Magnetic-dipole emission b ¹Σg⁺ → X ³Σg⁻ of S₂ borrowed through spin–orbit coupling

1. Premises and conventions

The near-infrared system b ¹Σg⁺ → X ³Σg⁻ of S₂ joins two gerade states of different spin. The electric dipole is odd under inversion, so for the free homonuclear molecule it vanishes between them whatever spin–orbit coupling does. The magnetic dipole is even, and it carries the band.

Energies are in cm⁻¹ (energy divided by hc₀, with c₀ the speed of light; the letter c is kept for the mixing coefficient). Angular momenta are in units of ħ, moments in Bohr magnetons μB, and z is the internuclear axis, with projections Λ, Σ and Ω = Λ + Σ. The premises are these.

P1. The spin-free Born–Oppenheimer states are the starting point. X, a ¹Δg and b come from the open shell πg², and the three components of X share one potential curve.
P2. Spin–orbit coupling acts as a one-electron operator, H_SO = Σ_i â_i l_i·s_i, and is weak compared with the b–X gap. Its diagonal radial factor in πg is the constant a > 0.
P3. The magnetic moment is μ = −μB (L + g_e S), with g_e = 2.00232.
P4. The element V = ⟨X,0|H_SO|b⟩ is independent of bond length over the region the vibrations sample.
P5. Only b and X are mixed. Section 7 gives the size of what this drops.

2. The rate per unit moment

The coupling to light is −μ·B. A vacuum mode of angular frequency ω in a volume 𝒱 has the magnetic amplitude √(μ₀ħω/2𝒱) along a unit vector b̂ perpendicular to the propagation direction k̂. The number of modes per polarisation, per unit energy and per solid angle is 𝒱ω²/[(2πc₀)³ħ]. The golden rule gives, for one final state,

A = (2π/ħ) (μ₀ħω/2𝒱) (𝒱ω²/8π³c₀³ħ) ∫dΩ_k Σ_pol |μ_fi·b̂|².

Predict: what does the angular integral give?

The two polarisations span the plane normal to k̂, so their sum is |μ_fi|² − |μ_fi·k̂|². The second term averages to |μ_fi|²/3 over directions, also for a complex vector, and the integral is 4π × 2/3 × |μ_fi|² = (8π/3)|μ_fi|². Collecting factors,

A = μ₀ω³|μ_fi|²/(3πħc₀³).

With ω = 2πc₀ν̃, the factor c₀³ cancels and A = (8π²μ₀μB²/3ħ) ν̃³ |μ_fi/μB|². Inserting the constants, with 1 cm⁻¹ = 100 m⁻¹,

A = k ν̃³ Σ_f |μ_fi/μB|²,  k = 2.697 × 10⁻¹¹ s⁻¹ cm³.   (1)

Here |μ_fi|² sums the three Cartesian components, and the sum over f covers all final states at that wavenumber. The b state is electronically non-degenerate, so no average over initial components is needed.

3. The states and the spin–orbit element

Let π₊ and π₋ have l_z = +1 and −1, and write Slater determinants of the open shell only:

D₁ = |π₊α π₋β|,  D₂ = |π₊β π₋α|,
|X,+1⟩ = |π₊α π₋α|,  |X,−1⟩ = |π₊β π₋β|.

The operator S₊ = S_x + iS_y turns β into α in place, so S₊D₁ = S₊D₂ = |X,+1⟩.

Predict: which combination of D₁ and D₂ is the singlet?

The one that S₊ destroys. Thus

|b⟩ = (D₁ − D₂)/√2,  |X,0⟩ = (D₁ + D₂)/√2,  S₊|X,0⟩ = √2 |X,+1⟩.

The singlet has a symmetric spatial part, π₊π₋ + π₋π₊, which is even under a reflection that exchanges π₊ and π₋: it is Σ⁺. The triplet has the antisymmetric part and is Σ⁻.

Within the πg shell only l_z s_z survives, since l₊ and l₋ change λ by one unit and lead out of the shell. On D₁ the sum of l_z s_z is (+1)(+½) + (−1)(−½) = +1, on D₂ it is −1, and on |X,±1⟩ it is 0.

Predict: what is H_SO|b⟩?

H_SO|b⟩ = a(D₁ + D₂)/√2 = a|X,0⟩. So V = a, all diagonal elements vanish, and the components Ω = ±1 are untouched. The pattern does not depend on the single-configuration picture: H_SO conserves Ω, so b, with Ω = 0, can reach only X,0, and a ¹Δg, with Ω = 2, can reach neither. Configuration mixing changes only the value of V. If πg is built from atomic 3p orbitals with overlap and two-centre terms dropped, a reduces to the atomic constant ζ(3p).

4. Mixing and the second-order splitting

Fix the nuclei first, and let ΔE be the gap before mixing. In the basis (b; X,0), with zero energy at X, the matrix has diagonal elements ΔE and 0 and off-diagonal element V. To lowest order in c = V/ΔE,

|b′⟩ = |b⟩ + c|X,0⟩,  |X′,0⟩ = |X,0⟩ − c|b⟩,

and b′ rises by V²/ΔE = c²ΔE while X′,0 falls by the same amount.

Spectra of a ³Σ state are fitted with H = (2/3)λ(3S_z² − S²).

Predict: is the shift c²ΔE equal to λ, 2λ or 3λ?

With S² = 2, the operator gives (2/3)λ(3 − 2) = 2λ/3 for Σ = ±1 and −4λ/3 for Σ = 0. The interval E(±1) − E(0) is 2λ. Since only Ω = 0 moved, and it moved down,

2λ_SO = c²ΔE = V²/ΔE > 0.   (2)

The two-level problem also has a closed solution. Write b′ = cos θ |b⟩ + sin θ |X,0⟩ with energy ΔE + δ. The second row of the eigenvalue equation reads V cos θ = (ΔE + δ) sin θ, the first reads V sin θ = δ cos θ. Eliminating V gives tan²θ = δ/(ΔE + δ), hence sin²θ = δ/(ΔE + 2δ). The trace is conserved, so X′,0 lies at −δ, and δ = 2λ_SO. The triplet weight in b′ is therefore the splitting divided by the final b′–X′,0 interval, to all orders. Replacing sin²θ by c² costs a relative correction of order c².

5. The borrowed moment

Predict: which of the three components of X does b′ radiate to?

Take the orbital part first. L_z gives zero on Σ states, and L_x and L_y turn Σ into Π, which P5 excludes. The spin annihilates the singlet, S|b⟩ = 0, so S|b′⟩ = cS|X,0⟩. Its projection on X′,0 is c⟨X,0|S|X,0⟩, which vanishes: S_z gives Σ = 0, and S_x and S_y change Σ. The component that lends its character receives no emission. For Ω = +1, use S_x = (S₊ + S₋)/2 and S_y = (S₊ − S₋)/2i:

⟨X,+1|S_x|X,0⟩ = √2/2,  ⟨X,+1|S_y|X,0⟩ = √2/2i.

The squares add to ½ + ½ = 1. The moment to X,+1 is −c g_e μB ⟨X,+1|S⊥|X,0⟩, perpendicular to the axis, with squared length g_e²c²μB². The component Ω = −1 gives the same through S₋. Therefore

Σ_f |μ_fi/μB|² = 2 g_e² c².   (3)

The factor 2 can be checked by closure: ⟨X,0|S_x² + S_y²|X,0⟩ = S(S+1) − Σ² = 2. What b borrows is the spin-reorientation moment between the fine-structure components of X.

6. Vibration: which gap enters c

Let χ′(v′) and χ″(v″) be vibrational functions of b and X, and ν̃(v′,v″) the band wavenumber. First-order mixing of vibronic levels gives

|b′,v′⟩ = |b,v′⟩ + Σ_v |X,0;v⟩ ⟨χ″(v)|V|χ′(v′)⟩ / ν̃(v′,v).

Predict: after S⊥ acts and the result is projected on |X,±1;v″⟩, how many terms of the sum remain?

One. The spin does not act on the nuclei, and by P1 the components of X share their vibrational functions, so orthogonality selects v = v″. With P4 and the Franck–Condon factor q = |⟨χ″|χ′⟩|², the squared amplitude is c²q with c = V/ν̃(v′,v″). The gap in c is the wavenumber of the band in question. Combining with (1) and (3),

A(v′,v″) = k ν̃³ × 2g_e²c² × q = 2k g_e² V² q ν̃,  c = V/ν̃,   (4)

where 2g_e² = 8.019 and 2k g_e² = 2.163 × 10⁻¹⁰ s⁻¹ cm³. Two powers of ν̃ cancel, so at fixed V the rate is linear in the band wavenumber. A single c frozen at the origin band, combined with ν̃³, would understate the bands to its red.

A commutator confirms this. For exact eigenstates ⟨f|[S₊,H]|i⟩ = ν̃⟨f|S₊|i⟩, and only H_SO fails to commute with S₊. In lowest order the left side is ⟨X,+1|S₊H_SO − H_SO S₊|b⟩⟨χ″|χ′⟩ = √2 V⟨χ″|χ′⟩, as S₊|b⟩ = 0. Dividing by ν̃ returns the same amplitude.

The splitting is a sum over the levels of the other state. Level v″ of X,0 is pushed down by every level of b:

2λ_SO(v″) = V² Σ_v′ q(v′,v″)/ν̃(v′,v″) ≡ V²/ΔE_eff.   (5)

The q sum to one, so 1/ΔE_eff is a weighted mean of 1/ν̃, and ΔE_eff lies near the vertical gap. Equation (2) holds with ΔE = ΔE_eff, and (4) and (5) share the one element V.

Rotation redistributes the rate. From level J′ the perpendicular moment feeds Ω″ = ±1 levels with the squared Clebsch–Gordan coefficients ⟨J′0;11|J″1⟩², which for J′ ≥ 1 are (J′+2)/[2(2J′+1)] for J″ = J′+1 (P), ½ for J″ = J′ (Q) and (J′−1)/[2(2J′+1)] for J″ = J′−1 (R). They add to one. A magnetic dipole conserves parity, so for each J″ one parity combination of Ω = ±1 takes the whole strength. In ³²S₂ the nuclei have zero spin; b has only even J and X only odd N, all of + parity. P and R lines end on odd J″ = N″ (F₂, pure |Ω| = 1) and are the ᴾP and ᴿR branches. Q lines end on even J″, where B(J − S)² mixes Ω = 0 and |Ω| = 1. With x = J(J+1) its diagonal elements are B(x+2) and Bx, to which 2λ is added for |Ω| = 1, and its off-diagonal element is −2B√x. The mixing angle obeys tan 2φ = 4B√x/(2λ − 2B). The lower root F₁ (N″ = J″ − 1, branch ᴿQ) has |Ω| = 1 weight sin²φ and the upper root F₃ (N″ = J″ + 1, branch ᴾQ) has cos²φ. The mixing is unitary, so the sum over branches equals (4) as long as the spread of line positions is small against ν̃.

7. Range of validity

The sizes below refer to S₂ and are set against g_e c = 0.109 and 2λ ≈ 23.6 cm⁻¹ from section 8.

(a) Weak mixing. Corrections are of relative order c², here 0.003. In heavier members of the family with larger V/ΔE, sin θ replaces c.

(b) Orbital moment. Add the filled σg orbital below πg, with l₊σ = ℓπ₊, l₋σ = ℓπ₋, l₊π₋ = ℓσ, l₋π₊ = ℓσ, and spin–orbit term (a′/2)(l₊s₋ + l₋s₊). Determinants now list σα σβ first. Measure amplitudes as M = ⟨X,+1|L₊ + g_eS₊|b⟩/√2 between perturbed states, so that the spin term is g_e c. There are two new paths.

Path 1: H_SO mixes ³Πg(Ω = 0) into b. In D₁ (coefficient 1/√2), l₋s₊ replaces σβ by π₋α with factor a′ℓ/2; L₊ then replaces π₋β by σβ with factor ℓ, giving |σα π₋α π₊α σβ| = −|X,+1⟩. The denominator is −Δ_T, with Δ_T = E(³Πg) − E(b).
Path 2: L₊ takes b to ¹Πg, which H_SO mixes into X,+1. In D₂ (coefficient −1/√2), L₊ replaces σα by π₊α; l₋s₊ then replaces π₊β by σα, giving |π₊α σβ σα π₋α| = −|X,+1⟩. The denominator is −Δ_S, with Δ_S = E(¹Πg) − E(X).

Predict: do the two paths add or cancel?

Path 1 carries the signs (+)(−)(−) and path 2 the signs (−)(−)(−), each with size a′ℓ²/(2√2) over its gap. After division by √2,

M_orb = (a′ℓ²/4)(1/Δ_T − 1/Δ_S).

They cancel in part. For illustrative inputs a′ = 400 cm⁻¹, ℓ² = 2 (pure p orbitals), Δ_T = 35 000 and Δ_S = 50 000 cm⁻¹, the terms are 0.0057 and 0.0040 and the net is 0.0017, which is 1.6 per cent of g_e c and raises the rate by 3 per cent. Path 1 alone would give 10 per cent, a fair ceiling for this one configuration.

(c) Other parts of λ. Equation (5) gives only the share of b. In the same model X,0 couples to two ³Πg(Ω = 0) determinants with squared element a′²ℓ²/8 each, while X,+1 couples to a single determinant with squared element a′²ℓ²/4, which is half ³Πg and half ¹Πg. The net addition to 2λ is (a′²ℓ²/8)(1/Δ₃ − 1/Δ_S), with Δ₃ = E(³Πg) − E(X) ≈ 43 000 cm⁻¹, which is 0.13 cm⁻¹. The direct spin–spin dipolar coupling has the scale μ₀g_e²μB²/(4πr³hc₀) = 1.74 cm⁻¹ at r = 1 Å and falls as r⁻³. Each 1 cm⁻¹ that it adds to 2λ lowers the V² inferred from the total splitting, and so the rate, by 4 per cent. A contribution of that order or below is typical for the diffuse 3p shell.

(d) Dependence of V on bond length. For two harmonic curves of equal frequency ω displaced by d, with x₀² = ħ/μω and μ here the reduced mass, the b ground function is a coherent state of the X oscillator with amplitude α = d/(√2 x₀). With x = x₀(â + â†)/√2 and ⟨1|α⟩ = α⟨0|α⟩, the ratio ⟨χ″|x|χ′⟩/⟨χ″|χ′⟩ is d/2 for the 0–0 band and d/2 + x₀²/d for the 0–1 band. A V linear in bond length is evaluated at these points. The shift x₀²/d is 0.12 Å for the inputs below, so each 0.1 Å⁻¹ of d ln V/dR changes the 0–1 to 0–0 ratio by 2.4 per cent. A slope of several tenths of Å⁻¹ would rival the difference between the linear and cubic laws.

(e) Electric quadrupole channels. The standard rate is A = (αc₀/15)(2πν̃)⁵ S₂, with α now the fine-structure constant and S₂ the summed squared element of Σ_i r_i²C⁽²⁾ (Racah's normalised harmonics); numerically A = 1.120 × 10⁻²² ν̃⁵ S₂ s⁻¹ with S₂ in a₀⁴. For b′ → X′,0 the element is c times the difference of the diagonal moments of X and b, and a difference of 1 a₀² gives 1.1 × 10⁻⁵ s⁻¹. For the spin-allowed b → a channel, near 3600 cm⁻¹ with an illustrative S₂ = 30 a₀⁴, the rate is 0.0020 s⁻¹, under one per cent of the magnetic rate.

(f) Isolation and symmetry. The result holds for a free homonuclear molecule. Collisions, a matrix or unlike atoms remove the inversion centre and open electric-dipole channels, and collisional quenching shortens the lifetime that a gas sample shows.

8. Numbers for ³²S₂

Inputs, all approximate: origin ν̃₀₀ = 7980 cm⁻¹ (1.25 μm; whether it refers to X,0 or X,±1 matters at the level of c²); 2λ = 23.6 cm⁻¹ for v″ = 0, taken wholly as 2λ_SO; one mean vibrational wavenumber ω̃ = 700 cm⁻¹ for both states; d = 0.025 Å; reduced mass 15.986 u; B = 0.295 cm⁻¹. V is fixed by the typical splitting of X, so the splitting is an input and offers no test of the model.

The coherent state gives a Poisson distribution, q_n = e^(−s) sⁿ/n!, with s = α² = μωd²/2ħ = 0.1037.

Predict: is ΔE_eff above or below 7980 cm⁻¹?

Above, since level v″ = 0 also couples to higher levels of b. Summing q_n/(7980 + 700n) and inverting gives ΔE_eff = 8047 cm⁻¹. Then V = √(23.6 × 8047) = 436 cm⁻¹, c = 436/7980 = 0.0546 for the origin band, and g_e c = 0.109. The common factor in (4) is 2k g_e²V² = 4.112 × 10⁻⁵ s⁻¹ cm.

band   ν̃/cm⁻¹   q        A/s⁻¹
0–0    7980     0.9015   0.296
0–1    7280     0.0935   0.028
0–2    6580     0.0048   0.0013

The sum over v″ needs only Σqν̃ = ν̃₀₀ − sω̃ = 7907 cm⁻¹, which gives 0.325 s⁻¹ and a radiative lifetime of 3.1 s. The ratio A(0–1)/A(0–0) is 0.095; with c frozen at the origin it would be 0.079. For J′ = 20, sin²φ = 0.155, and the emission divides as ᴾP 0.268, ᴿR 0.232, ᴾQ 0.422 and ᴿQ 0.078.

The rate goes as V². Taking V from an approximate atomic ζ(3p) of 380 cm⁻¹ would scale it by 0.76, to 0.25 s⁻¹, which shows how much rests on that one input. With the corrections of section 7 at several per cent each, the model's result for b, v′ = 0 is a rate of about 0.3 s⁻¹ and a lifetime of about 3 s.

O₂, whose b–X band near 762 nm appears in oxygen process plasmas, obeys the same equation (4). With approximate inputs V = 175 cm⁻¹, ν̃₀₀ = 13 120 cm⁻¹ and q = 0.93, the model's 0–0 rate is 0.081 s⁻¹.

Predict: may V for O₂ be taken from the total splitting, as was done for S₂?

No. These inputs give 2λ_SO = 175²/13 120 = 2.3 cm⁻¹, the same order as the dipolar scale of item (c), so the spin–spin part cannot be dropped. Inserting a typical total 2λ of 4.0 cm⁻¹ into (2) would inflate V² and the rate by a factor of 1.7. The splitting fixes the borrowed intensity only where V²/ΔE far exceeds the dipolar scale while V/ΔE stays small, and S₂ meets both conditions.